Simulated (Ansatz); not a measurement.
## Au: pressure and energy change per atom against volume scale

Results calculated with Ansatz 0.2.0, not measured. Plane-wave DFT, scalar-relativistic PAW made under PBE with cores redone for the functional, no dispersion; the given relaxed cell is scaled uniformly, energy at zero smearing counts from the unscaled cell, pressure at the given Fermi-Dirac smearing is positive in compression.

The cell before it is scaled or strained (space group P6/mmm, No. 191):
```
Au
1.0
      4.6520     0.0000     0.0000
     -2.3260     4.0287     0.0000
      0.0000     0.0000     2.7801
Au
3
Direct
  0.00000 1.00000 0.00000
  0.33333 0.66667 0.50000
  0.66667 0.33333 0.50000
```

Settings of every row: spin polarised no; functional PBEsol; wave cutoff 420 eV; smearing width 0.1 eV; k mesh 9x9x13.

Atom starting moment: 0 on all atoms.

Limits: no spin-orbit coupling, which can matter with elements this heavy; the cell comes from a prototype or a list of computed structures and needn't be the stable phase.

| row | volume scale | V (Å³/atom) | pressure (GPa) | energy change per atom (meV) |
| --- | --- | --- | --- | --- |
| 1 | 0.88 | 15.284 | 30.41 | 171.23 |
| 2 | 0.92 | 15.978 | 17.47 | 68.82 |
| 3 | 0.96 | 16.673 | 7.56 | 15.57 |
| 4 | 1.04 | 18.062 | -5.83 | 13.33 |
| 5 | 1.08 | 18.757 | ? | ? |
| 6 | 1.12 | 19.452 | -13.5 | 100.53 |

Question: what pressure and energy change per atom should row 5 give?

Worked fit of pressure. Take u = (V_r/V)^(2/3) − 1 with V_r = 16.673 Å³ an atom, which is twice the finite (Eulerian) strain; such expansions in the strain, on which the Birch-Murnaghan equation of state is built, carry the rest volume and the bulk modulus. The shown rows have u = 0.0597, 0.02879, 0, -0.05195, -0.09767. Least squares give pressure = 7.633 + 317.33 × u + 1042.9 × u² GPa; a straight line predicts inner rows, each left out in turn, worse (root mean square 2.9 against 0.27 GPa). The rows lie off it by 0.12, -0.16, -0.07, 0.21, -0.09 (root mean square 0.14 GPa). The withheld row has u = -0.07551, so the fit gives 7.633 + 317.33 × (-0.07551) + 1042.9 × (-0.07551)² = -10.38 GPa.

The calculation gave -10.22 GPa. The fit lies 0.16 GPa (1.6 % of the value, 0.36 % of the column's range) below it; its largest miss of a shown row is 0.21 GPa.

Worked fit of energy change per atom. Take u = (V_r/V)^(2/3) − 1 with V_r = 16.673 Å³ an atom, which is twice the finite (Eulerian) strain; such expansions in the strain, on which the Birch-Murnaghan equation of state is built, carry the rest volume and the bulk modulus. The shown rows have u = 0.0597, 0.02879, 0, -0.05195, -0.09767. Least squares give energy change per atom = 16.773 + 1258.21 × u + 21798.3 × u² meV; a straight line predicts inner rows, each left out in turn, worse (root mean square 62 against 4 meV). The rows lie off it by 1.65, -2.24, -1.20, 3.09, -1.30 (root mean square 2 meV). The withheld row has u = -0.07551, so the fit gives 16.773 + 1258.21 × (-0.07551) + 21798.3 × (-0.07551)² = 46.05 meV.

The calculation gave 48.67 meV. The fit lies 2.62 meV (5.4 % of the value, 1.7 % of the column's range) below it; its largest miss of a shown row is 3.09 meV.
